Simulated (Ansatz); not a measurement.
Appearance energy of a fragment ion: Si(CH3)2(SiH3)Cl → [SiH3]+ + Si(CH3)2Cl + e⁻

Species: Si(CH3)2(SiH3)Cl, singlet; [SiH3]+ `[SiH3+]`, singlet; Si(CH3)2Cl, doublet. 

Shapes, held fixed at every level: PBE0-D4/def2-TZVP. Programs: Ansatz 0.2.0. Electronic energies: no zero-point or thermal term.

```json
{"level": "r2SCAN-D4/def2-TZVPP", "kind": "meta-GGA", "ΔE (eV)": "+11.52", "less CCSD(T)/CBS estimate": "-0.06"}
{"level": "B3LYP-D4/def2-TZVPP", "kind": "global hybrid", "ΔE (eV)": "+11.48", "less CCSD(T)/CBS estimate": "-0.10"}
{"level": "PBE0-D4/def2-TZVPP", "kind": "global hybrid", "ΔE (eV)": "+11.56", "less CCSD(T)/CBS estimate": "-0.02"}
{"level": "wB97X-V/def2-TZVPP", "kind": "range-separated hybrid", "ΔE (eV)": "+11.55", "less CCSD(T)/CBS estimate": "-0.03"}
{"level": "B2PLYP/def2-TZVPP", "kind": "double hybrid", "ΔE (eV)": "+11.28", "less CCSD(T)/CBS estimate": "-0.30"}
{"level": "CCSD(T)/def2-TZVPP", "kind": "coupled cluster or CI", "ΔE (eV)": "+11.42", "less CCSD(T)/CBS estimate": "-0.16"}
{"level": "CCSD/def2-TZVPP", "kind": "coupled cluster or CI", "ΔE (eV)": "+11.32", "less CCSD(T)/CBS estimate": "-0.26"}
{"level": "CCSD(T)/CBS estimate", "kind": "coupled cluster or CI", "ΔE (eV)": "+11.58", "less CCSD(T)/CBS estimate": "0.00"}
```

The highest level, CCSD(T)/CBS estimate, gives ΔE = +11.58 eV; the levels span +11.28 to +11.58. The column of differences is taken from that level and isn't an error. No measured value is set beside it here. Open shells run unrestricted unless RO is named. The CBS estimate extrapolates MP2 from def2-TZVPP and def2-QZVPP and adds CCSD(T) − MP2 in the triple-zeta set, cores frozen. The onset seen in experiment also holds zero-point changes and kinetic shifts.

Forming [SiH3]+ here means breaking the Si–Si bond and removing an electron from the silyl fragment, so the energy combines a bond dissociation energy with the ionisation energy of SiH3. Ionisation empties the silicon-centred radical orbital and leaves an electron-deficient cation without π-donor substituents to stabilise it.

The intact molecule has one more valence electron pair than the separated products, so recovering more correlation favours it and raises the threshold. Both the perturbative triples and the larger basis act in this direction, taking the coupled-cluster value from +11.32 to +11.42 and then +11.58 eV. B2PLYP falls lowest, probably because its perturbative part is also incomplete in the triple-zeta basis and it lacks a dispersion term. The closeness of PBE0-D4 to the extrapolated value doesn't by itself show that it describes both contributions accurately.

Methyl donation probably makes the complementary cation, [Si(CH3)2Cl]+, easier to form, so this channel can't be assumed to be the lowest Si–Si cleavage threshold.
